Question: how cold can velocity feedback make a Si₃N₄ membrane if the measurement efficiency is 0.56?

I am trying to understand the limit of cold damping for a soft-clamped Si₃N₄ membrane in an optical cavity. A probe laser sits on cavity resonance, a homodyne detector reads the phase quadrature, and the differentiated signal is fed back as a force. My inputs are all assumed values, typical of such a device and not measurements on a particular one:

mode frequency Ω/2π = 1.14 MHz
quality factor Q = 1.0×10⁹
effective mass m = 2.3 ng
bath temperature T = 10 K
cavity linewidth κ/2π = 16 MHz
vacuum coupling rate g₀/2π = 130 Hz
total detection efficiency η_det = 0.77
measurement efficiency to be reached η_meas = 0.56
the actuator adds no noise of its own

(a) Why should the lowest occupation depend on η_meas alone?
(b) What cooperativity and photon number give η_meas = 0.56?
(c) What are the imprecision and force noise in m/√Hz and N/√Hz?
(d) What are the best gain and the lowest n, and how well must the gain be set?
(e) What is the least I need for n < 1?
(f) How large are the things the simple formula drops?

Answer

The short result is n_min + 1/2 = 2√(n_imp n_tot) = 1/(2√η_meas), which for your inputs gives n_min ≈ 0.17 at a feedback damping rate of about 2π × 2.3 kHz. I keep up to five digits in intermediate numbers for bookkeeping only. The inputs support two.

Conventions

Fourier components go as exp(−iωt). Spectra S(ω) are symmetrised and two-sided, so ⟨x²⟩ = ∫ S_xx dω/2π over all ω. The one-sided spectra on a spectrum analyser are twice as large, and I say so when I quote them. Γ = Ω/Q and κ are energy decay rates, and x_zp = √(ħ/2mΩ), so a state with occupation n has ⟨x²⟩ = 2x_zp²(n + 1/2).

(a) Where the formula comes from

Step 1, the loop. The detector records y = x + ξ, where ξ is the imprecision noise, with spectrum S_imp. The actuator applies −mΓ_fb dy/dt. With F the sum of thermal and radiation-pressure force noise,

m(ẍ + Γẋ + Ω²x) = F − mΓ_fb(ẋ + ξ̇).

The ẋ term raises the damping to Γ_eff = Γ + Γ_fb. The ξ̇ term is a new random force. If F and ξ are uncorrelated,

S_xx(ω) = [S_FF/m² + Γ_fb² ω² S_imp]/D(ω), with D(ω) = (Ω² − ω²)² + Γ_eff² ω².

Take both noises as white over the band that matters. The two integrals needed are ∫ dω/2π · 1/D = 1/(2Ω²Γ_eff) and ∫ dω/2π · ω²/D = 1/(2Γ_eff), so

⟨x²⟩ = S_FF/(2m²Ω²Γ_eff) + Γ_fb² S_imp/(2Γ_eff).

Step 2, noise in quanta. Define n_tot and n_imp by

S_FF = 2mΓħΩ n_tot and S_imp = 4x_zp² n_imp/Γ.

The first definition makes ⟨x²⟩ = 2x_zp² n_tot without feedback, so the bath alone contributes n_th + 1/2. The second makes n_imp the number of quanta whose resonance peak, of height S_FF/(mΩΓ)² = 4x_zp² n_tot/Γ, would equal the noise floor. With the dimensionless gain K = Γ_fb/Γ, and as long as Γ_eff ≪ Ω so that kinetic and potential energy are equal (tested in (f)),

n + 1/2 = ⟨x²⟩/2x_zp² = (n_tot + K² n_imp)/(1 + K).

Setting the derivative to zero gives (1 + K*)² = 1 + n_tot/n_imp and

n_min + 1/2 = 2n_imp K* = 2√(n_imp(n_tot + n_imp)) − 2n_imp.

For n_imp ≪ 1 ≪ n_tot this is 2√(n_imp n_tot), with K* = √(n_tot/n_imp). At that gain the damped force noise and the injected imprecision contribute equally.

Step 3, what the light does. The interaction is −ħG x a†a with g₀ = G x_zp. Write a = α + δa with α² = n_cav real, and take the quadratures X = (δa + δa†)/√2 and Y = (δa − δa†)/(i√2), whose vacuum inputs have spectrum 1/2. On resonance

Ẋ = −(κ/2)X + √κ X_in and Ẏ = −(κ/2)Y + √2 Gα x + √κ Y_in.

The fluctuating force is √2 ħGα X, so

S_ba = ħ²G² n_cav κ/(κ²/4 + ω²).

The output Y_out = Y_in − √κ Y carries the signal with amplitude √(2κ) Gα/(κ/2 − iω), while its vacuum noise is only phase shifted and stays at 1/2. Every loss on the way to the photocurrent (the other mirror, optics, mode matching, diode) scales the signal power by η_det and refills the noise to 1/2. Referred to displacement,

S_imp = (κ²/4 + ω²)/(4η_det κ G² n_cav).

The product is S_imp S_ba = ħ²/(4η_det) at every frequency. The force comes from X_in and the imprecision from Y_in and the loss ports, so their symmetrised correlation vanishes, as step 1 assumed. On resonance there is also no optical spring or optical damping.

For κ ≫ Ω, and with g = g₀√n_cav and C = 4g²/(κΓ), these become n_ba = C and n_imp = 1/(16η_det C), and n_tot = n_th + 1/2 + C.

Step 4, the efficiency. From the definitions S_imp S_FF = 4ħ² n_imp n_tot. Define η_meas as the quantum bound on this product divided by its actual value:

η_meas = (ħ²/4)/(S_imp S_FF) = 1/(16 n_imp n_tot) = η_det C/(n_th + 1/2 + C).

For n_th ≫ 1 and C_q = C/n_th this is η_meas = η_det C_q/(1 + C_q). Then 2√(n_imp n_tot) = 1/(2√η_meas), and

n_min = 1/(2√η_meas) − 1/2.

Mass, frequency and Q have dropped out because the gain trades one noise against the other, and only their product survives the optimisation. η_meas is the fraction of the total decoherence that shows up as information in your photocurrent. A useful test of all the factors: put η_det = 1 and n_th = 0 in the unapproximated minimum. Then n_imp(n_tot + n_imp) = 1/16 + n_imp/2 + n_imp² = (n_imp + 1/4)², and n_min + 1/2 = 1/2 exactly, for any C. The position variance reaches its zero-point value and does not go below it.

(b) The oscillator and the probe

Ω = 2π × 1.14×10⁶ Hz = 7.163×10⁶ s⁻¹
Γ = Ω/Q = 7.163×10⁻³ s⁻¹ = 2π × 1.14 mHz, an energy ring-down time of 140 s
ħΩ = 7.554×10⁻²⁸ J, or ħΩ/k_B = 54.7 µK
k_B T = 1.381×10⁻²² J
n_th = 1/(exp(ħΩ/k_B T) − 1) = 1.8278×10⁵
x_zp = √(ħ/(2 × 2.3×10⁻¹² kg × 7.163×10⁶ s⁻¹)) = 1.789 fm

The thermal motion at 10 K is x_zp √(2n_th + 1) = 1.08 pm rms. Dropping the 1/2 next to n_th is a relative change of 2.7×10⁻⁶.

Inverting the efficiency formula,

C_q = η_meas/(η_det − η_meas) = 0.56/0.21 = 8/3 = 2.67
C = (8/3) × 1.8278×10⁵ = 4.874×10⁵
g/2π = ½ √(C · κ/2π · Γ/2π) = ½ √(4.874×10⁵ × 16×10⁶ Hz × 1.14×10⁻³ Hz) = 47.1 kHz
n_cav = (g/g₀)² = 1.3×10⁵ photons.

The underlying frequency pull is G/2π = 130 Hz/1.789 fm = 73 MHz/nm.

The same statement in rates, which many people prefer:

thermal decoherence Γ n_th = 2π × 208 Hz
backaction Γ_ba = ΓC = 4g²/κ = 2π × 556 Hz
total Γ_tot = Γ n_tot = 2π × 764 Hz
measurement rate Γ_meas = η_det Γ_ba = Γ/(16n_imp) = 2π × 428 Hz

and Γ_meas/Γ_tot = 428/764 = 0.56.

(c) Noise levels

n_tot = (11/3) × 1.8278×10⁵ = 6.702×10⁵
n_imp = 1/(16 × 0.77 × 4.874×10⁵) = 1.665×10⁻⁷

One-sided imprecision:

2S_imp = 8x_zp² n_imp/Γ = 8 × (1.789×10⁻¹⁵ m)² × 1.665×10⁻⁷/(7.163×10⁻³ s⁻¹) = 5.95×10⁻³⁴ m²/Hz, or 24.4 am/√Hz.

One-sided force noise:

2S_FF = 4mΓħΩ n_tot = 3.34×10⁻³⁵ N²/Hz, or 5.78 aN/√Hz,

made up in quadrature of 3.02 aN/√Hz from the bath and 4.93 aN/√Hz from photon shot noise. The product of the two one-sided amplitudes is 24.4 am/√Hz × 5.78 aN/√Hz = 1.41×10⁻³⁴ J s = 1.34 ħ. In the one-sided convention the bound is ħ, and 1/√0.56 = 1.34, as it must be.

(d) Optimal gain and lowest occupation

K* = √(n_tot/n_imp) = √(6.702×10⁵/1.665×10⁻⁷) = 2.006×10⁶
Γ_fb = K*Γ = 4√(Γ_meas Γ_tot) = 1.437×10⁴ s⁻¹ = 2π × 2.29 kHz.

The mode now rings down in 70 µs. Γ_fb/Ω = 2.0×10⁻³, an effective Q of 498, so it is still a sharp resonance. At ω = Ω the electronics must deliver a force in quadrature with the displacement, of mΩΓ_fb = 0.24 N/m, that is 0.24 fN per fm of apparent motion.

n_imp n_tot = 1/(16 × 0.56) = 0.1116
n_min + 1/2 = 2√0.1116 = 0.668
n_min = 0.168.

Half of the 0.668, namely 0.334, is residual force noise and half is imprecision fed back. The rms displacement is x_zp √(2 × 0.668) = 2.07 fm, against 1.79 fm in the ground state. The state is Gaussian, with equal variances and no x–p correlation, so it is thermal: ground-state probability 1/(1 + n) = 0.856, purity 1/(2n + 1) = √η_meas = 0.748, and effective temperature (ħΩ/k_B)/ln(1 + 1/n) = 28 µK.

The optimum is broad. With r = K/K* and K ≫ 1,

n + 1/2 = (r + 1/r)/(4√η_meas).

A gain off by a factor of 2 either way multiplies 0.668 by 1.25 and gives n = 0.335. The occupation stays below 1 while r + 1/r < 6√η_meas, which means 0.235 < r < 4.25.

You can find the optimum from the in-loop signal. Solving the loop for y gives

S_yy/S_imp = [(Ω² − ω²)² + Γ²ω² + Γ²Ω² n_tot/n_imp]/D(ω),

where S_FF/(m² S_imp) = Γ²Ω² n_tot/n_imp was used. At ω = Ω this equals (1 + n_tot/n_imp)/(1 + K)², which is 1 at K = K*. Near resonance the last term in the numerator then matches the damping term in D, so the in-loop spectrum is flat. Below K* a peak remains, and above K* a dip appears (noise squashing) while the membrane is heating up again. The area under the in-loop peak is therefore no thermometer at these gains.

(e) The threshold n < 1

1/(2√η_meas) < 3/2 requires η_meas > 1/9 = 0.111. Since η_meas < η_det, a detection chain with η_det below 1/9 cannot get there at any power. With η_det = 0.77,

C_q > 1/(9η_det − 1) = 1/5.93 = 0.169,

which is n_cav > 8.3×10³ at 10 K. Conversely, C_q scales as 1/T at fixed n_cav if Q is held fixed (an assumption, as Q depends on temperature), and the photon number found in (b) would then keep n below 1 up to a bath at 158 K.

C_q | η_meas | n_min
0.1 | 0.070 | 1.39
0.169 | 0.111 | 1.00
1 | 0.385 | 0.306
2.67 | 0.560 | 0.168
10 | 0.700 | 0.098
∞ | 0.770 | 0.070

So C_q > 1 is not needed for n < 1. Beyond C_q of a few, more power buys little, and the losses in η_det set the floor.

(f) What was dropped, with sizes

High-gain approximation. The leading omitted term is −2n_imp = −3.3×10⁻⁷ quanta.

Finite κ. Evaluating S_ba and S_imp at ω = Ω replaces C by C/(1 + 4Ω²/κ²), with 4Ω²/κ² = (2.28/16)² = 0.0203. At the same n_cav, C_q falls to 2.61, η_meas to 0.557, and n_min rises to 0.170. Raising the photon number by that same 2 per cent restores η_meas = 0.56.

Loop phase. If the force misses the velocity quadrature by φ, the damping becomes Γ_fb cos φ while the injected noise is unchanged. (The sin φ part shifts the frequency by a fraction of order Γ_fb/Ω.) The optimal K is unchanged and

n_min + 1/2 = 1/(2√η_meas cos φ).

The cavity alone delays the signal by arctan(2Ω/κ) = 8.1°. Left uncompensated at η_meas = 0.56, that gives n = 0.175. A miss of 30° gives 0.272.

Too wide a filter. The result in (a) is exact for ⟨x²⟩, but an ideal differentiator makes the momentum variance infinite, because ω² S_xx tends to the constant Γ_fb² S_imp at high frequency. For a size estimate cut the imprecision off sharply at ω_c ≫ Ω. Then

∫ dω/2π · ω⁴/D ≈ (Ω² − Γ_eff²)/(2Γ_eff) + ω_c/π − 2Ω²/(πω_c).

The first term is the equipartition value up to (Γ_eff/Ω)². The second adds a kinetic energy (m/2)Γ_fb² S_imp ω_c/π, which in quanta is K² n_imp Γω_c/(πΩ²). At the optimum K² n_imp = n_tot, so

Δn ≈ (n_tot/Q)(ω_c/Ω)/π.

Here n_tot/Q = 6.7×10⁻⁴, and ω_c = 10Ω costs Δn ≈ 2.1×10⁻³. This is why the limit needs Γ_tot ≪ Ω as well as a good η_meas.

Too narrow a filter. A membrane has many other modes, and a real loop has a delay, so the controller is usually a band-pass around Ω, to avoid driving those modes unstable. This correction can rival n_min itself. Write x = √2 x_zp (U cos Ωt + W sin Ωt), so that ⟨U²⟩ = n + 1/2. A Lorentzian band-pass of full width B ≪ Ω acts on each slow quadrature as a low-pass of rate b = B/2. Neglecting Γ beside Γ_fb,

U̇ = f − (Γ_fb/2)u and u̇ = b(U + ζ − u),

where f is white with strength Γ_tot and ζ, the demodulated imprecision, is white with strength N = S_imp/x_zp² = 4n_imp/Γ. The three stationarity conditions are

d⟨U²⟩/dt = 0: ⟨Uu⟩ = Γ_tot/Γ_fb
d⟨u²⟩/dt = 0: ⟨u²⟩ = ⟨Uu⟩ + bN/2
d⟨Uu⟩/dt = 0: ⟨U²⟩ = ⟨Uu⟩ + (Γ_fb/2b)⟨u²⟩,

and together they give

n + 1/2 = Γ_tot/Γ_fb + n_imp Γ_fb/Γ + Γ_tot/B.

The first two terms are the old result. The third does not depend on gain, and reflects the heating that goes uncorrected while the filter responds. For an illustrative B/2π = 100 kHz it is 764 Hz/100 kHz = 0.0076. For B/2π = 10 kHz it is 0.076, which lifts n to 0.245.

Could a cleverer controller beat the formula? Not with this readout and Γ_tot, Γ_meas ≪ Ω. The best estimate of U from the past record has a residual variance V that obeys the Kalman filter equation dV/dt = −ΓV + Γ_tot − V²/N, where the last term is the information gained. No force computed from the record can push ⟨U²⟩ below V. The steady state solves V² + 4n_imp V − 4n_imp n_tot = 0, so V = 2√(n_imp(n_tot + n_imp)) − 2n_imp, the same expression as in step 2. Optimal cold damping already sits on the estimation bound, which fits the flat in-loop spectrum: nothing predictable is left in the record.

How to read the number

n_min ≈ 0.17 is the model's value, a lower bound for a loop with the right phase, ample bandwidth and a silent actuator. As typical knowledge and not as a measurement, membranes of this kind at this efficiency are feedback-cooled to roughly 0.3 quanta, so the model is low by nearly a factor of two in n. In n + 1/2, the quantity the theory actually computes, that is 0.67 against 0.8. The filter bandwidth and loop phase terms above each move n upward by several hundredths for modest imperfections. Shot noise of a feedback laser and absorption heating raise n_tot, and mirror or laser phase noise raises n_imp. Those last effects leave n_min + 1/2 = 1/(2√η_meas) intact, provided η_meas is evaluated as 1/(16 n_imp n_tot) from the full noise and not from η_det and C_q alone.